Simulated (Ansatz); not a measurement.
Zr: free energy error per atom as smearing width varies

All results are calculated (Ansatz 0.2.0). Plane-wave density functional theory, scalar-relativistic PAW datasets made under PBE, Gamma-centred meshes; one setting moves on a fixed relaxed cell, energies count from the zero-width extrapolation of the reference run, pressure is Pulay-corrected at fixed cutoff and positive in compression.

Structure of every row (space group P6_3/mmc, No. 194):
```
CELL_PARAMETERS angstrom
3.24460 0.00000 0.00000
-1.62230 2.80990 0.00000
0.00000 0.00000 5.15740
ATOMIC_POSITIONS crystal
Zr 0.33333 0.66667 0.25000
Zr 0.66667 0.33333 0.75000
```

Settings of every row: spin polarised no; functional r2SCAN; wave cutoff 500 eV; k mesh 11x11x6; smearing method gaussian; reference k mesh 11x11x6; reference smearing width 0.1 eV; reference wave cutoff 500 eV; reference smearing method fermi_dirac; swept setting smearing; valence electrons per atom 12.

Atom starting moment: 0 on all atoms.

Limits: settings are moved on purpose, so some rows are far from converged.

| row | smearing width (eV) | free energy error per atom (meV) | zero smearing energy error per atom (meV) | pressure (GPa) |
| --- | --- | --- | --- | --- |
| 1 | 0.01 | -1.34 | -1.34 | -0.22 |
| 2 | 0.03 | -1.37 | -1.31 | -0.2 |
| 3 | 0.1 | ? | ? | ? |
| 4 | 0.2 | -9.19 | -0.31 | -0.03 |
| 5 | 0.3 | -20.44 | 0.05 | 0.05 |

Question: what free energy error per atom should row 3 give?

Worked fit of free energy error per atom. Smearing changes a smooth quantity, to lowest order, with the square of the width, so take w² in eV². The shown rows have w² = 0.0001, 0.0009, 0.04, 0.09. Their means are 0.03275 and -8.085 meV; the sums about the means are S_tt = 0.005411 and S_ty = -1.149, whose ratio is the slope. Least squares give free energy error per atom = −1.128 − 212.44 × w² meV. The rows lie off it by -0.19, -0.05, 0.44, -0.19 (root mean square 0.26 meV). The constant, -1.128 meV, estimates the value at zero width. The withheld row has w² = 0.01, so the fit gives −1.128 − 212.44 × (0.01) = -3.25 meV.

The calculation gave -2.83 meV. The fit lies 0.42 meV (15 % of the value, 2.2 % of the column's range) below it; its largest miss of a shown row is 0.44 meV.

The other values of row 3: zero smearing energy error per atom -0.94 meV; pressure -0.13 GPa.
